**Question**

The table lists the frontier orbitals of a silicon cage, Si₃₀H₃₆, in which every silicon atom has four bonds and hydrogen closes the surface. HOMO is the highest filled orbital and LUMO the lowest empty one; HOMO-1 lies next below, LUMO+1 next above. The last column gives the share of each orbital that sits on its most heavily weighted atom.

Kohn-Sham orbitals of the neutral singlet cage Si₃₀H₃₆ in the gas phase, calculated with PySCF 2.14.0 at the B3LYP/def2-SVP level with density fitting, at a GFN2-xTB geometry. Atom weights are from Löwdin populations, as fractions of one orbital.

```tsv
row	orbital energy (eV)	orbital label	orbital largest atom weight
1	-7.200	HOMO-4	0.090
2	-7.120	HOMO-3	0.090
3	-7.090	HOMO-2	0.100
4	-6.850	HOMO-1	0.090
5	-6.740	HOMO	0.070
6	-2.010	LUMO	0.070
7	-1.650	LUMO+1	0.080
8	-1.580	LUMO+2	0.070
9	-1.440	LUMO+3	0.070
```

Between HOMO and LUMO the energy jumps far more than anywhere else. Three explanations are proposed:

(a) A small object has discrete levels, and the gap is one step of that ladder.

(b) A frontier orbital sits on one odd site or one weak bond, which sets the edge of the gap.

(c) The gap separates bonding from antibonding combinations of all the bonds.

Decide between them as far as the numbers allow.

**Model answer**

Explanation (b) can be tested on the weights. An orbital confined to one bond would put about half its weight on each of two atoms, yet the largest weight in the table is 0.10. The four largest weights of the HOMO, taken from the same calculation, add up to only 0.24, and no other atom holds more than the fourth of them, 0.05. The remaining three quarters must therefore be shared by about 15 further atoms or more. The same count gives at least 14 atoms for every orbital listed, so none of them belongs to a single site or bond.

Spread orbitals are equally what (a) and (c) predict, so the choice between these two rests on the spacings. For (a), treat the valence electrons as free electrons in a box. The number N of filled levels then grows as the 3/2 power of the highest filled energy E, so the levels near the top are 2E/(3N) apart. The cage has 78 valence electron pairs, hence N = 78, and E is roughly 12 eV for silicon's electron density, a recalled value. The step should be 2 × 12 eV/(3 × 78) ≈ 0.10 eV.

No constant was fitted to the rows, and the estimate comes close to the mean step among the five filled levels, 0.12 eV. The gap, at 4.7 eV, is about 46 times the estimate. It is also 13 times the largest other step in the table. The box gives the right order of magnitude for the fine spacing, though the empty levels, with a mean step of 0.19 eV, lie nearly twice as far apart as estimated. It fails completely at the gap, which is not an ordinary rung of the ladder. The printed output below gives the remaining steps and ratios.

Explanation (c) starts from a single bond. Two hybrid orbitals on neighbouring atoms overlap and form a bonding level, which is lowered, and an antibonding level, which is raised by several electronvolts relative to it. Neighbouring bonds also interact, more weakly, so the bonding levels fan out into one band and the antibonding levels into another. Each band holds dozens of levels within a limited width, which makes the steps inside it small. The gap is what remains of the bond splitting after both bands have broadened.

Electron counting then puts the gap in the right place. The cage has 42 Si–Si bonds and 36 Si–H bonds, 78 in all, and exactly 78 electron pairs to fill them. The match is no accident of this size: when every silicon atom has four bonds and every hydrogen atom one, there are always as many bonds as valence electron pairs. The bonding band is full and the antibonding band empty. The numbers thus exclude (b) and the simple form of (a), while (c) is supported by this argument and by the standard chemistry of saturated silicon.

**Remarks on the reasoning**

Answer (a) is tempting because half of it is true: the levels are discrete because the cage is small. A careful candidate will add that levels in a round box can bunch into shells, with gaps between shells of the order of 2 eV here. The table alone does not dispose of that version. That size cannot be the whole cause follows from the limit of a large crystal, where every gap due to size closes, whereas bulk silicon is known to keep one.

The gap discussed here is a difference of orbital energies, and should not be read as the energy needed to take an electron from one cage and add it to another, distant one. Removing an electron from the cage costs 7.7 eV when the ion is calculated separately, about 1 eV more than the HOMO energy suggests.

The result also fits the practice of treating silicon surfaces in devices with hydrogen, although no uncapped cage was calculated here. A silicon atom short of one bond keeps an unpaired electron in a localised level, typically inside the gap, where it can trap charge. In this fully capped cage the orbitals at both edges of the gap are spread over many atoms, so neither is a level of that kind.

One question stays open. The calculated gap of the cage is several times the measured gap of bulk silicon, roughly 1 eV from memory, and confinement of the electrons is the accepted reason for such widening. Part of the difference may also come from the method, because a calculated orbital gap depends on the functional and is not the quantity measured. How much of the 4.7 eV is due to size could be judged from a series of capped cages of growing size, or from bulk silicon, calculated in the same way.

Numerical output:

```
Steps and spread:
  row  step from the level below in eV  largest weight over even share on 30 Si  sum of four largest weights  least number of atoms
    1                              n/a                                      2.7                        0.302                  14.74
    2                             0.08                                      2.7                        0.296                  16.35
    3                             0.03                                        3                          0.3                  17.21
    4                             0.24                                      2.7                        0.304                  14.09
    5                             0.11                                      2.1                        0.242                  18.86
    6                             4.73                                      2.1                         0.25                  17.39
    7                             0.36                                      2.4                        0.272                     18
    8                             0.07                                      2.1                        0.244                  19.12
    9                             0.14                                      2.1                        0.239                  20.91
HOMO-LUMO gap from the rounded levels in eV: 4.73
largest other step in eV: 0.36
smallest step in eV: 0.03
gap over largest other step: 13.14
mean step among the filled levels in eV: 0.115
mean step among the empty levels in eV: 0.19
gap over mean filled step: 41.13
gap over mean empty step: 24.89
Si-Si bonds: 42
all bonds: 78
valence electron pairs: 78
free-electron mean spacing in eV: 0.1026
gap over free-electron mean spacing: 46.12
order of magnitude of a shell gap in a round box in eV: 2.229
even share of one Si atom: 0.03333
half weight of a one-bond orbital over largest weight found: 5
ionisation energy plus HOMO energy in eV: 0.9761
```
